Sum rule and detailed balance for collision-induced electronic bands

1. Premises and notation

Dilute gas, species 1 and 2, number densities n₁, n₂, temperature T, β = 1/kT. The electronic transition has no electric dipole in the separated partners. Near contact the interaction induces a transition dipole.

P1. Binary regime: only pairs absorb; triples are neglected.
P2. Weak field, electric-dipole coupling, refractive index 1.
P3. Born–Oppenheimer separation. Nuclear coordinates q = (r vector, Ω₁, Ω₂): separation of the centres of mass and the two molecular orientations. Intramolecular vibration is fixed to one band v → v′; its overlap factor is part of μ.
P4. Lower electronic components s = 1 … d, degenerate at r → ∞, Hamiltonians H_l = T_n + V_s(q). Upper components e, Hamiltonian ħω₀ + H_u, H_u = T_n + V_u(q). Both potentials vanish at r → ∞, so ħω₀ is the excitation energy of the separated pair.
P5. Induced transition dipole μ_es(q), a vector function of q only, vanishing faster than r^(−3/2).
P6. Thermal equilibrium in the lower manifold; ħω₀ ≫ kT.

Detuning δ = ω − ω₀. Reduced mass m. α is the Napierian absorption coefficient, dI/dz = −αI. Formulae are in SI; numbers are in cm⁻¹ (ν̃ = ω/2πc), Å, e·a₀ and cm⁵ molecule⁻². |μ|² always means the sum over three Cartesian components.

2. Absorption by one pair

Field E₀ ê cos ωt, coupling −μ·ê E₀ cos ωt. The resonant part has amplitude μ·ê E₀/2. Golden rule for i → f:

W = (2π/ħ²) |ê·μ_fi E₀/2|² δ_D(ω − ω₀ − ω_fi) = (πE₀²/2ħ²) |ê·μ_fi|² δ_D(δ − ω_fi),

with δ_D the Dirac function and ħω_fi = E_f − E_i the difference of the nuclear-motion energies under H_u and H_l. Intensity I = ε₀cE₀²/2. Cross-section = absorbed power over intensity = ħωW/I = (πω/ε₀ħc)|ê·μ_fi|² δ_D. The ensemble is isotropic, so |ê·μ|² → |μ|²/3:

σ_pair(ω) = K ω Σ_if P_i |μ_fi|² δ_D(δ − ω_fi),  K = π/(3ε₀ħc).  (1)

With the fine-structure constant α_f = e²/(4πε₀ħc), K = 4π²α_f/(3e²), and 4π²α_f/3 = 0.09603.

Test of the prefactor: a three-dimensional harmonically bound electron has |μ|² = 3e²ħ/(2mₑω), so (1) gives ∫σ dω = πe²/(2ε₀mₑc). The classical damped oscillator, σ = ω Im[polarisability]/(ε₀c), gives the same value for any damping.

Stimulated emission: each pair of levels absorbs in proportion to P_i − P_f, which in equilibrium is P_i[1 − exp(−βħω)]. By P6 the bracket is 1. The centre-of-mass motion separates and adds only a Doppler width.

3. Counting pairs

Volume 𝒱, N₁ and N₂ molecules. Unlike species give N₁N₂ pairs; α = (pairs per volume) × σ_pair = n₁n₂ 𝒱 σ_pair. Like species give N(N − 1)/2 pairs, hence (n²/2) 𝒱 σ_pair. Define

G(δ) = 𝒱 Σ_if P_i |μ_fi|² δ_D(δ − ω_fi).  (2)

Free-pair states are normalised in 𝒱, so the chance of finding the pair within the range of μ is ∝ 1/𝒱 and G is independent of 𝒱. Then

α(ω) = K ω N_p G(ω − ω₀),  N_p = n₁n₂ (unlike), n²/2 (like).  (3)

All density dependence sits in N_p; the shape G depends on T only. Two remarks on like pairs. (i) r runs over all space and the sum over e must contain both assignments, "1 excited to A, 2 to B" and "1 to B, 2 to A". For a band in which only one partner is excited, this doubling cancels the ½. (ii) The usual binary cross-section for like pairs is defined without the ½:

α = σ n²,  σ = KωG/2,  unit cm⁵ molecule⁻².  (4)

4. Sum rule

Divide (3) by ω and integrate over the band. G is confined to |δ| ≪ ω₀, so the lower limit δ = −ω₀ moves to −∞ and each δ_D integrates to 1:

∫ α/ω dω = K N_p 𝒱 Σ_i P_i Σ_f ⟨i|μ†|f⟩·⟨f|μ|i⟩.

The states f are complete in the space of (q, e): Σ_f |f⟩⟨f| = 1. This holds for any H_u, also when the components e are coupled to one another. What remains is 𝒱 Tr[ρ_l μ†·μ], with ρ_l = exp(−βH_l)/Z_l. By P5 μ†·μ is diagonal in q, so only the diagonal of ρ_l enters. For 𝒱 → ∞ almost all weight in Z_l comes from separated partners, which are uniform in r and in orientation and occupy each s with probability 1/d. Write therefore

⟨q|ρ_s|q⟩ = g_s(q)/(d 𝒱) per normalised orientation measure,  g_s → 1 for r → ∞.

Result, exact under P1–P6:

∫ α/ω dω = K N_p M₀,  M₀ = ∫G dδ = ∫ 4πr² ⟨ (1/d) Σ_s g_s(q) Σ_e |μ_es(q)|² ⟩_Ω dr.  (5)

⟨…⟩_Ω is the unweighted average over Ω₁, Ω₂ at fixed r vector. Notes:
– The upper potential does not appear. It shapes the band and leaves the area of α/ω alone.
– dω/ω = dν̃/ν̃, so the left side is the same on a wavenumber scale.
– Free, quasi-bound and bound pairs are all inside the trace.

5. The pair distribution

Classical limit. The phase-space density exp[−β(T_n + V)] factorises; the momentum integral does not depend on q (rigid rotors, normalised measure); so g_s = exp(−βV_s(q)). For an isotropic V, common to the components that carry a dipole, the Boltzmann factor leaves the average:

∫ α/ω dω = [π/(3ε₀ħc)] N_p ∫ 4πr² exp(−V(r)/kT) ⟨|μ(r)|²⟩ dr,  (6)

⟨|μ|²⟩ = (1/d) Σ_s Σ_e ⟨|μ_es|²⟩_Ω. For anisotropic V the factor exp(−V/kT) stays inside the orientation average, as in (5).

First quantum correction (Wigner–Kirkwood expansion of the diagonal of exp(−βH) in ħ², translational part):

g = exp(−βV) {1 − (ħ²β²/12m)[∇²V − (β/2)|∇V|²]}.  (7)

For a one-dimensional harmonic V this reproduces the ħ² term of the exact thermal density, ∝ (sinh y)^(−1/2) exp[−(mω_h x²/ħ) tanh(y/2)], y = βħω_h. Exchange of identical partners changes g only within a thermal wavelength Λ = h/√(2πmkT), a region closed by the repulsive wall when Λ ≪ contact distance.

Temperature dependence from (6): d ln M₀/d ln T = ⟨βV⟩_w, where ⟨…⟩_w denotes from here on the average with the normalised weight w ∝ 4πr² exp(−βV)⟨|μ|²⟩. The band area grows with T if the dipole samples the wall (V > 0) and falls if it samples the well.

6. Detailed balance

Step A, no assumption on the potentials. Define the emission profile G↓(δ) by (2) with P_i replaced by P_f = exp(−βE_f)/Z_u. On the support of δ_D, E_f = E_i + ħδ, so P_f Z_u = P_i Z_l exp(−βħδ), term by term:

Z_u G↓(δ) = Z_l exp(−βħδ) G(δ).  (8)

This links absorption and emission at the same detuning (the Kennard–Stepanov relation). It says nothing yet about the two wings of one band.

Step B, two further premises.
P7. H_u = H_l = H, acting on the same space of nuclear functions.
P8. H is real in the q representation (time-reversal invariance, no magnetic field).

Take one component μ(q), in general complex. From (2), using δ_D(−x) = δ_D(x),

G(−δ) = 𝒱 Σ_if P_i |⟨f|μ|i⟩|² δ_D(δ + ω_fi).

By P7, i and f run over the same set; exchange the labels:

G(−δ) = 𝒱 Σ_if P_f |⟨i|μ|f⟩|² δ_D(δ − ω_fi) = exp(−βħδ) 𝒱 Σ_if P_i |⟨i|μ|f⟩|² δ_D(δ − ω_fi).

By P8 the eigenfunctions can be chosen real, and then ⟨i|μ|f⟩ = ∫ψ_i μ ψ_f dq = ⟨f|μ|i⟩. The sum is G(δ). Add the components:

G(−δ) = exp(−ħδ/kT) G(δ).  (9)

The red wing is the weaker one: red detuning needs ħδ of thermal energy from the pair. Equivalent statement: under P7–P8, G↓(δ) = G(−δ) and Z_u = Z_l per component, and (8) becomes (9).

Consequences.
(a) G_s(δ) = exp(−βħδ/2) G(δ) is even. The measured ratio carries the factor ω of (3): α(ω₀ − δ)/α(ω₀ + δ) = [(ω₀ − δ)/(ω₀ + δ)] exp(−βħδ).
(b) For δ > 0, G(δ) − G(−δ) = tanh(βħδ/2)[G(δ) + G(−δ)]. Multiply by δ, integrate over δ > 0; δ tanh(βħδ/2) is even, so with normalised moments m_k = ∫δ^k G dδ/M₀

m₁ = ∫ δ tanh(βħδ/2) G dδ / M₀.  (10)

The mean is blue-shifted. Since x tanh x ≤ x²,

m₂ ≥ 2kT m₁/ħ,  (11)

and expanding tanh x = x − x³/3 + … gives m₁ = (βħ/2) m₂ − [(βħ)³/24] m₄ + ….
(c) A Gaussian exp[−(δ − δ̄)²/2s²] has wing ratio exp(−2δδ̄/s²) and obeys (9) only for δ̄ = βħs²/2.
(d) A classical profile G_cl is even. The product exp(βħδ/2) G_cl(δ) (Schofield's prescription) obeys (9) and gives m₁ correctly to first order in ħ. It is not unique: 2G_cl/[1 + exp(−βħδ)] does the same, and the two differ at order (βħδ)².

7. First moment, exact

From (2), ħω_fi ⟨f|μ|i⟩ = ⟨f|(H_u − E_i)μ|i⟩. Closure gives

ħ m₁ M₀ = 𝒱 Σ_i P_i ⟨i|μ†(H_u − E_i)μ|i⟩.

Put H_u = H_l + ΔV(q) and consider first only relative translation, T_n = −(ħ²/2m)∇². With (H_l − E_i)ψ_i = 0 and ψ_i real,

(H_l − E_i)(μψ) = −(ħ²/2m)(ψ∇²μ + 2∇μ·∇ψ).

Multiply by μ*ψ. Since ψ²∇²μ + 2ψ∇ψ·∇μ = ∇·(ψ²∇μ), one integration by parts (surface term zero by P5) gives (ħ²/2m)∫ψ²|∇μ|². Sum over i with P_i:

m₁ = (ħ/2m) ⟨⟨|∇μ|²⟩⟩/⟨⟨|μ|²⟩⟩ + ⟨ΔV⟩_w/ħ,  (12)

⟨⟨X⟩⟩ = ∫ g X d³r, |∇μ|² = Σ_ab |∂_a μ_b|². Exact if g is the quantum distribution, in both terms.

Exponential dipole μ = μ₀ exp[−(r − r₀)/ρ] times a unit tensor. The radial derivative gives |μ|²/ρ². For a dipole along the axis, μ(r) r̂: ∂_a(μ r̂_b) = μ′ r̂_a r̂_b + (μ/r)(δ_ab − r̂_a r̂_b); the two tensors are orthogonal, with squared norms 1 and 2, so |∇μ|² = μ′² + 2μ²/r². A dependence on r̂ of rank L gives L(L + 1) in place of 2. For ΔV = 0 and L = 1:

m₁ = (ħ/2mρ²) [1 + 2ρ²⟨r⁻²⟩_w].  (13)

The leading term does not depend on V or T.

8. Second moment and the width v/ρ

Insert δ_D(x) = (1/2π)∫exp(ixt)dt in (2):

G(δ) = (1/2π) ∫ C(t) exp(iδt) dt,  C(t) = 𝒱 Tr[ρ_l exp(iH_l t/ħ) μ† exp(−iH_u t/ħ) ·μ].

Hence m₂ = −C″(0)/C(0). For ΔV = 0 and classical motion, C(t) = 𝒱⟨μ*(t)·μ(0)⟩. Stationarity moves one time derivative to the other factor: −C″(0) = 𝒱⟨|dμ/dt|²⟩. Along a trajectory dμ_b/dt = Σ_a v_a ∂_aμ_b. The Maxwell distribution is independent of position, ⟨v_a v_c⟩ = δ_ac kT/m. So

m₂,cl = (kT/m) ⟨⟨|∇μ|²⟩⟩/⟨⟨|μ|²⟩⟩ = (v_T/ρ)² [1 + 2ρ²⟨r⁻²⟩_w],  v_T = √(kT/m).  (14)

The rms width is v_T/ρ up to a correction of order ρ²/r². v_T is the rms of one component of the relative velocity. Physical reading: the dipole lasts a time ρ/v_T, and the band is the Fourier transform of that pulse. The width scales as √T/ρ and is independent of pressure.

Cross-check: (13) and (14) satisfy m₁ = (βħ/2) m₂,cl, the leading term of (10), which came from detailed balance alone. By (11) and (13), (v_T/ρ)² is a strict lower bound of the quantum m₂. The variance is m₂ − m₁². If m₄ ≈ 3m₂², the expansion of (10) gives m₂ ≈ m₂,cl + (βħ)² m₂²/4 = m₂,cl + m₁², so the variance keeps its classical value at this order. The expansion parameter is

γ = βħ v_T/ρ = ħ/(ρ√(mkT)).  (15)

9. A solvable shape

Moments fix the rms, not the half-width. Model: one-dimensional head-on collision on the wall V = V₀exp(−r/ρ), same range as the dipole, asymptotic speed v, E = mv²/2.

Try r(t) = r_min + 2ρ ln cosh(t/τ), V₀exp(−r_min/ρ) = E. Then dr/dt = (2ρ/τ) tanh(t/τ) and V = E sech²(t/τ). Energy conservation, (dr/dt)² + v² sech² = v², holds for τ = 2ρ/v. The dipole pulse is μ(t) ∝ E sech²(t/τ), and

∫ sech²(t/τ) exp(iδt) dt = 2τ x/sinh x,  x = πδτ/2 = πδρ/v.

One collision gives the spectrum E²τ² (x/sinh x)². Half height at x = 1.49, that is δ = 0.475 v/ρ. With ∫x²/sinh²x dx = π²/3 and ∫x⁴/sinh²x dx = π⁴/15 over the real line, its second moment is (v/πρ)² π²/5 = v²/(5ρ²).

Thermal average: collision flux ∝ v exp(−mv²/2kT) dv, and E²τ² ∝ v². With u = v/v_T, y = δρ/v_T:

G_cl ∝ F(y) = ∫₀^∞ u³ exp(−u²/2) [x/sinh x]² du,  x = πy/u.  (16)

F(0) = 2. ∫F dy = (π/3)∫u⁴exp(−u²/2)du = π√(π/2). In the area each speed has weight u⁴exp(−u²/2), for which ⟨u²⟩ = 5, so ⟨y²⟩ = 5/5 = 1: (14) is recovered. Numerically F falls to half at y = 0.82, against √(2 ln 2) = 1.18 for a Gaussian of equal rms; the peak of the unit-area profile is 0.508 against 0.399. Far wing: the exponent −u²/2 − 2πy/u is stationary at u³ = 2πy, where it equals −(3/2)(2πy)^(2/3), a decay slower than exponential, fed by the fastest collisions. The half-width is thus v_T/ρ times a shape factor near 1 that the moments do not fix.

10. Terms that compete with v/ρ

Rotation. If μ depends on the axis of a linear molecule with moment of inertia I, dμ/dt gains a term from the two components of angular velocity normal to the axis, each with ⟨ω_⊥²⟩ = kT/I. With B = ħ²/2I, in cm⁻¹ units kT/I → 2B·kT. Let μ depend on that orientation as a rotation matrix element of rank λ with body-fixed projection K_Λ = ΔΛ, the change of electronic angular momentum along the axis. The sum of squares of the two normal generators has eigenvalue λ(λ + 1) − K_Λ². For isotropic V the orientation average is uniform, the cross terms with translation vanish (independent velocities of zero mean), and each molecule adds

Δm₂ = 2B·kT [λ(λ + 1) − K_Λ²],  Δm₁ = B [λ(λ + 1) − K_Λ²]  (cm⁻², cm⁻¹),  (17)

the second from m₁ = (βħ/2) m₂. These terms respect (9) in the classical-rotor limit. A change of rotational constant does not: it adds (B′ − B)J² to H_u − H_l, and ⟨J²⟩ ≈ kT/B gives a shift (B′ − B) kT/B.

Difference potential. ΔV shifts the mean by ⟨ΔV⟩_w/ħ, from (12). Classically m₂ = ⟨|(i d/dt + ΔV/ħ)μ|²⟩/⟨|μ|²⟩; the cross term is odd in velocity and vanishes; so the variance of ΔV/ħ over w adds to (14). Simple model: the upper wall displaced outward by b, V_u(r) = V(r − b), ΔV ≈ −bV′. Since V′exp(−βV) = −kT d[exp(−βV)]/dr, integration by parts on r² exp(−2r/ρ) gives

⟨−V′⟩_w = 2kT (1/ρ − ⟨r⁻¹⟩_w),  ⟨ΔV⟩_w = 2kT b (1/ρ − ⟨r⁻¹⟩_w).  (18)

Set this beside (13): the detailed-balance shift ħ²/(2mρ²) is matched by b ≈ ħ²/(4mρkT) = γ²ρ/4, a small fraction of ρ. The width is affected only when b approaches γρ in order of magnitude. The band position tests P7 far more sharply than the band width.

11. Range of validity

(3), density law: relative three-body terms of order n·(2π/3)r₀³, r₀ the contact distance and n the total density. Local-field factor (n_r² + 2)²/(9n_r) ≈ 1 + (n_r − 1)/3 for refractive index n_r. The lines of an allowed monomer transition, whose integrated absorption is ∝ n, must be absent or subtracted.

(5), sum rule: needs the band separated from its neighbours by many widths, including the slow wings of section 9, since closure was taken over one vibronic manifold; ħω₀ ≫ kT, otherwise divide α by ω[1 − exp(−βħω)]. No condition on V_u.

(6), classical form: needs (7) small, and V isotropic or else kept inside the average. V is the surface of the components s that carry the dipole. A change δV in the sampled region changes M₀ by the fraction −δV/kT.

(8): general. (9): needs P7 and P8, with δ counted from the separated-pair energy ω₀, not from the band maximum. Where the rotational level sets of the two states differ (different Λ, nuclear-spin statistics), (9) holds only for a profile smoothed over the rotational spacing, and only to within the shifts from B′ − B and ΔV.

(12), (13): exact for relative translation. (14): needs γ² ≪ 1. A single exponential is needed only over the window sampled by w. Bound pairs add narrow structure near the centre that (14) does not resolve.

12. Illustration: O₂–O₂ at 477 nm in air

Assignment: O₂(X ³Σg⁻) + O₂(X ³Σg⁻) → O₂(a ¹Δg) + O₂(b ¹Σg⁺), all v = 0; one photon excites both molecules. N₂ has no such low states, so O₂–N₂ pairs do not contribute and N_p = n²/2 with n the O₂ density. Spin: two triplets give d = 9 components, total S = 0, 1, 2 (1 + 3 + 5). The final pair is a singlet, and the dipole operator conserves total spin, so without spin–orbit coupling only S = 0 absorbs: ⟨|μ|²⟩ = (1/9) Σ_e ⟨|μ_e|²⟩_Ω, with four final components e (two assignments times two Λ components of a). Each molecule changes its own spin, which needs exchange of electrons between them; the dipole is short-ranged.

Given inputs (typical or approximate values, not results):
T = 296 K, p = 1 atm, O₂ mole fraction 0.2095; m = 16.0 u.
Lennard-Jones potential V = 4ε[(r₀/r)¹² − (r₀/r)⁶], ε/k ≈ 118 K, r₀ ≈ 3.46 Å (isotropic, spin-averaged).
Integrated binary cross-section S = ∫σ dν̃ ≈ 2×10⁻⁴³ cm⁴ molecule⁻².
ρ = 0.30 Å. Motivation: orbital tails decay as exp(−κr), κ = √(2 IE) in atomic units; IE ≈ 12.07 eV gives κ = 0.942 a₀⁻¹; two-electron exchange goes as a product of two overlaps, exp(−2κr) up to powers of r, a range of 0.28 Å, here rounded.
B ≈ 1.44 (X), 1.42 (a), 1.39 (b) cm⁻¹.

Basic numbers. kT = 205.7 cm⁻¹. ν̃₀ ≈ 10⁷/477 = 20964 cm⁻¹; it is used only as a scale, where tens of cm⁻¹ between maximum and origin do not matter. ħω₀/kT = 102: no stimulated emission. Air density 2.479×10¹⁹ cm⁻³, n = 5.194×10¹⁸ cm⁻³ = 0.193 amagat, n² = 2.698×10³⁷ cm⁻⁶. With 1 amagat = 2.687×10¹⁹ cm⁻³, S = 1.4×10⁻⁴ cm⁻² amagat⁻².

Absorption. ∫α dν̃ = S n² = 5.4×10⁻⁶ cm⁻². Over 10 km (10⁶ cm) the integrated optical depth is 5.4 cm⁻¹, whatever the shape. It scales as p² at fixed T.

Sum rule inverted. From (4) and (6), S/ν̃₀ = K M₀/2. S/ν̃₀ = 9.54×10⁻⁴⁸ cm⁵. M₀/e² = 2 × 9.54×10⁻⁴⁸/0.09603 = 1.987×10⁻⁴⁶ cm⁵, that is M₀ = 7.10×10⁻⁶ (e·a₀)² Å³. With ⟨|μ|²⟩ = μ₀² exp[−2(r − r₀)/ρ], M₀ = μ₀² J,

J = ∫4πr² exp(−V/kT) exp[−2(r − r₀)/ρ] dr = 4πr₀³ × 0.1824 = 520.5 Å³ × 0.1824 = 94.9 Å³.

μ₀ = √(7.10×10⁻⁶/94.9) = 2.7×10⁻⁴ e·a₀ ≈ 7×10⁻⁴ D at r = r₀, spin-averaged. For the singlet pair, summed over e, three times that: 8.2×10⁻⁴ e·a₀. S is a one-figure input and V a spherical model; read these as 3×10⁻⁴ and 8×10⁻⁴. μ₀ is fixed by S, so it is no test of the theory.

Sampled window: ⟨r⟩_w = 3.39 Å, rms spread 0.22 Å, mostly on the lower part of the wall. ⟨βV⟩_w = 0.67, so in this model M₀ ∝ T^0.67 near 296 K; the exponent depends on ρ and on the anisotropy left out. Pairs with negative total energy, a fraction P(3/2, −βV) of the Maxwell distribution where V < 0 (P the regularised incomplete gamma function), hold about 3 % of w.

Corrections to the area: quantum term (7) averaged over w, +0.6 %; Λ = 0.25 Å ≪ r₀; three-body scale 2×10⁻³; local field 9×10⁻⁵ for n_r − 1 ≈ 2.7×10⁻⁴. All lie far below the uncertainty of the inputs. The potential matters more: if the singlet surface differs from the model V by 20 cm⁻¹ in the window, J changes by 10 %.

Translational width. v_T = 392 m/s, ρ/v_T = 76 fs, v_T/ρ = 69.4 cm⁻¹, which is 1.6 nm at 477 nm. Angular term 2ρ²⟨r⁻²⟩_w = 0.016 for L = 1, raising the rms to 70 cm⁻¹. γ = 0.34, γ² = 0.11: classical to leading order, asymmetry visible. Full width at half maximum for rms 69.4 cm⁻¹: 114 cm⁻¹ with shape (16), 163 cm⁻¹ for a Gaussian. Peak optical depth over 10 km for these two shapes: 0.04 and 0.03, less if other terms widen the band; the absorption is weak and the equivalent width equals the integrated optical depth to a few per cent. Doppler rms width, ν̃₀√(kT/M)/c with M = 64 u: 0.014 cm⁻¹, negligible.

Detailed balance. Mean blue shift ħ/(2mρ²) = 11.7 cm⁻¹, equal to 69.4²/(2 × 205.7). Wing ratios from (9):

δ / cm⁻¹     50      100     200
G(−δ)/G(δ)   0.784   0.615   0.378

The factor (ν̃₀ − δ)/(ν̃₀ + δ) is 0.9905 at 100 cm⁻¹.

Rivals. Rotation: X → a has K_Λ = 2, so λ ≥ 2, lowest eigenvalue 6 − 4 = 2. In ¹⁶O₂ the X state has only odd N and the b state only even J, so X → b needs odd λ, lowest eigenvalue 2. From (17), the lowest ranks add 2B·kT × 4 = 2370 cm⁻², an rms of 49 cm⁻¹, comparable with the translational part. Total rms √(69.4² + 2370) = 85 cm⁻¹; higher ranks give more. The added shift is 4B = 5.8 cm⁻¹. The change of B gives (−0.02 − 0.05) × 205.7/1.44 = −10 cm⁻¹, as large as the translational shift and of opposite sign. Difference potential: ⟨r⁻¹⟩_w = 0.296 Å⁻¹, and (18) gives 12.5 cm⁻¹ for a wall displacement of only b = 0.01 Å, again the size of the detailed-balance shift. The rms spread of ΔV for that b is 11 cm⁻¹, small in quadrature; it grows linearly and reaches 68 cm⁻¹ at b = 0.06 Å.

Reading of the numbers. The n² law and the area relation (5) hold for this band in air to better than 1 %, and the neighbouring vibronic band lies about 1400 cm⁻¹ away, many widths off. The estimate v_T/ρ ≈ 70 cm⁻¹ gives the order of the rms width and, within this model, a lower limit to it. The wing ratio (9) gives the sign and size of the thermal asymmetry, but band-centre shifts at the 10 cm⁻¹ level cannot be assigned to it without B′ − B and ΔV.